Q: I have strained a crystal of Ca2C in five ways on the computer. Four of the strains make the cell bigger, and the fifth leaves its volume almost unchanged. The gap widens in two cases and shrinks in three. What decides which way it goes?

Band gap of antifluorite Ca2C under strain and its change from the unstrained cell, calculated with Ansatz 0.2.0 (PBE, plane-wave PAW, 420 eV cutoff, 8×8×8 k mesh, no spin polarisation). The unstrained cell, the atoms and the free normal of the epitaxial cell were relaxed with r2SCAN. Shear is given as the engineering angle, and uniaxial strains hold the sides fixed.

```tsv
strain kind	strain (%)	band gap (eV)	band gap change (eV)
epitaxial xy	1.5	0.187	-0.023
hydrostatic	2	0.273	0.062
shear xy	2.5	0.175	-0.035
uniaxial 111	4	0.222	0.012
uniaxial z	2	0.134	-0.076
```

A: What would you have guessed before seeing the numbers?

Q: That volume decides. Even stretching in all directions widens the gap by 0.062 eV, so more room seems to mean a wider gap. I could turn that into a rule of so much gap per per cent of volume.

A: Then make the rule and try it. The hydrostatic row stretches every edge by 2 %, which enlarges the volume by 6.1 %. That gives about 0.010 eV of extra gap for each per cent of volume. What does it say for the uniaxial z row?

Q: The volume grows by 2 %, so the gap should widen by 0.020 eV. In the table it shrinks by 0.076 eV. The epitaxial film also expands, by 2.9 %, and its gap shrinks too. So the rule gets the direction wrong twice.

A: And for the shear it predicts no change, where the calculation has a loss of 0.035 eV. Anyone who takes a pressure coefficient and applies it to a stretched film makes exactly this mistake. The volume effect is still there, but something else works against it.

Q: Where does the volume effect itself come from?

A: From the shape of the bands. The gap of this crystal sits at the points called X, where the electron wave changes sign from one carbon plane to the next along a cube axis. In the unstrained crystal the top of the valence band is 1.06 eV higher at X than at the zone centre, and the lowest conduction level is 0.60 eV lower. The conduction level does not fall steadily, since it first rises on the way, but at X the two edges come close and a gap of only 0.21 eV is left between them.

When the atoms move apart, their orbitals overlap less and bands usually become flatter. Flatter bands approach each other less, which tends to open the gap at X. The evenly expanded crystal does show flatter bands. Its lowest conduction level is only about 0.35 eV lower at X than at the zone centre, and its valence band climbs less over the last quarter of the way to X. But flattening is only part of the story. The drop of the conduction level alone shrinks by about 0.25 eV, while the gap opens by only 0.062 eV. Most likely the two bands also start closer together at the zone centre, which works the other way. Flattening wins here, but you could not have known that beforehand. The gap is a small remainder between two bands that each bend by much more, so even a modest change of overlap matters.

Q: Then my second idea is that distortion costs gap. Add the volume effect, then subtract a loss that grows with how badly the cube is deformed.

A: That is a sensible idea, and it can be tested. Remove the volume share from each row and look at what remains. Measure the distortion by the overall size of the strain once its even, all-round part is taken out. Now compare the stretch along the body diagonal, uniaxial 111, with the stretch along a cube edge, uniaxial z.

Q: The first is twice as large as the second.

A: Yet its loss is only 0.3 times as large. I also fitted one common loss per unit of distortion to the four distorted rows by least squares. The typical miss was 0.039 eV, as large as some of the losses it was meant to explain. The amount of distortion is therefore not enough, and its direction has to matter.

Q: Why should an electron care about the direction?

A: Because a cube has three X points, one for each axis. In the unstrained crystal they are equivalent and have the same gap. Stretch the cube along z and the X point that belongs to z is no longer like the other two. The band gap is the smallest gap anywhere, so it now belongs to whichever X point has come off worst.

Q: Could they not all gain?

A: Not from a small change of shape at fixed volume. If one axis is longer than the average, the others must be shorter, and the deviations add up to zero. As long as no level splits within an X point, the three gaps then move apart, to first order, about an unchanged mean. The smallest of several equal quantities that are pulled apart in this way must fall, and a splitting of the levels could only lower it further.

Symmetry tells you this much, but not which X point loses. For that we look at where the calculation finds the band edges. In the uniaxial z row both edges lie at the X point of the stretched axis, and in the epitaxial row at that of a stretched in-plane axis. Here it is stretching along its own axis that narrows the gap of an X point.

Q: That can't explain the shear. A shear in the xy plane makes no cube axis longer than the others.

A: Correct, and so a second splitting is needed. On the way from the zone centre to X, the highest valence band of the unstrained crystal is twofold: two states share one energy. The pair must survive at X itself, because X has all the symmetry of the line that leads to it, and more. In the usual ionic picture these are carbon p orbitals that point across the axis, for example along x and y at the X point of z.

A simpler system with the same feature is a particle in a square box. Its second level is twofold, with the extra node along one side or the other. Make one side longer and the other shorter, and the pair splits, one state going up and one down by equal amounts to first order. A shear in the xy plane does this to the crystal, because it lengthens one diagonal of the square and shortens the other.

Q: How far can I trust the box?

A: For the splitting, and no further. It shares the symmetry of the problem, but it has hard walls instead of atoms, so it cannot tell you how large the effect is. What carries over is that the upper member of the pair rises, and in the crystal this upper member is the valence edge. A rising valence edge narrows the gap.

Q: Is there a sign of that in the calculation, or only in the box?

A: There is. In the shear row the valence edge rises by 0.037 eV, while the conduction edge moves by about 0.001 eV. Both edges lie at the X point of z, the axis perpendicular to the sheared plane, where the pair should split. The conduction level there is single, so it has no partner to split from. A quarter turn about z also changes the shear into its opposite, so both must shift this level equally, and to first order it stays put. The whole loss of gap comes from the valence side, as the picture requires.

In the uniaxial z row it is different. Once the volume share is removed, the valence edge is up by about 0.04 eV and the conduction edge is down by about 0.06 eV. These two figures are good to several thousandths of an eV, since the volume share was scaled in proportion. The two kinds of distortion thus act on the bands in different ways.

Q: Can I turn this into a formula?

A: To first order the contributions add:

$$\Delta E = A\,v + B\,u + C\,|w|$$

Here $\Delta E$ is the band gap change and $v$ is the volume growth. The excess stretch $u$ tells how much more the axis of the relevant X point is stretched than the average of the three axes. The last quantity, $w$, is the shear across that axis, taken as half the engineering angle. All three strains are in per cent.

Q: And the constants?

A: Each comes from a single row. The hydrostatic row gives $A = 0.010$ eV per per cent. Uniaxial z, after its volume share is removed, gives $B = -0.072$, and the shear row gives $C = -0.028$ in the same unit. Those three rows are reproduced by construction, so only the epitaxial and the 111 rows can test the formula.

Q: Let me try the 111 row. The stretch is 4 % along the body diagonal, and the sides are held, so the volume grows by 4 %.

A: Good. Now resolve that stretch along the cube axes. The diagonal makes the same angle with all three, so each axis is stretched by a third of 4 %, or 1.33 %. None is favoured, and $u$ is zero. The shear across each axis is also a third of 4 %.

Q: Then the volume adds $0.0101 \times 4 = 0.040$ eV, and the shear takes away $0.028 \times 1.33 = 0.037$ eV. I get a gain of 0.003 eV. The table has 0.012 eV.

A: What you have predicted is a near-cancellation, and that is what the calculation shows. The miss of 0.009 eV is larger than your predicted gain, so the formula could not have assured you of the sign. It is about a quarter of either of the two contributions that cancel. This row also explains why a large stretch can leave the gap almost untouched: along the body diagonal the costly term, $B$, is switched off, and the other two nearly cancel.

Q: And the film?

A: There the formula gives a loss of 0.011 eV, against 0.023 eV in the table. The direction is right, which the volume rule did not manage, but the size is only half. One likely reason lies in what I left out. Seen from an X point in the plane of the film, one of the two directions across its axis is stretched and the other shrinks slightly.

Q: So the valence pair should split there as well, even without a shear.

A: Yes, and that would narrow the gap further. The band edges lean the same way: compared with what the uniaxial z row leads one to expect, somewhat more of the missing loss lies on the valence side than on the conduction side. That is weak support, because the difference is no larger than the error made in removing the volume share. I can't say that it accounts for the whole difference. The formula assumes that each effect is proportional to the strain, and each strain was calculated at one size and with one sign. Some curvature could hide in the same 0.012 eV.

Q: Which of the three explanations would you defend, then?

A: Volume plus direction. Volume alone fails on the sign, and volume plus amount of distortion fails on the comparison between the two uniaxial stretches. The third has one more constant than the second, so a closer match is no great merit in itself. Its better support is that in the film and in the shear the band edges turn up at the X points where it needs them, and that in the shear it is the valence edge that moves. The uniaxial z row can't count here, because it told us which X point loses.

Q: If someone hands me another strain of this crystal, what should I do first?

A: Split it into a change of volume and a change of shape. Expansion widens the gap. For the shape, ask whether any cube axis is stretched more than the average of the three, because per per cent that is the most expensive distortion, and then whether the cube faces are sheared. For a stretch of the size used here you can add up the parts and expect an error of about 0.01 eV, judging by the two rows that tested the formula. Compression has not been tested.

Q: May I quote the gap itself, say 0.134 eV for uniaxial z?

A: Not as a property of a real sample. PBE usually makes gaps too small, and with gaps this narrow the error may well exceed the value. The crystal is also a model structure, calculated without spin polarisation, and whether it is stable is an open question. The pattern of the changes is the more useful result, because the way the distortions act follows largely from the symmetry of the cube and from where the band edges lie. The sizes of the changes, the widening on expansion and the position of the band edges at X remain PBE results.
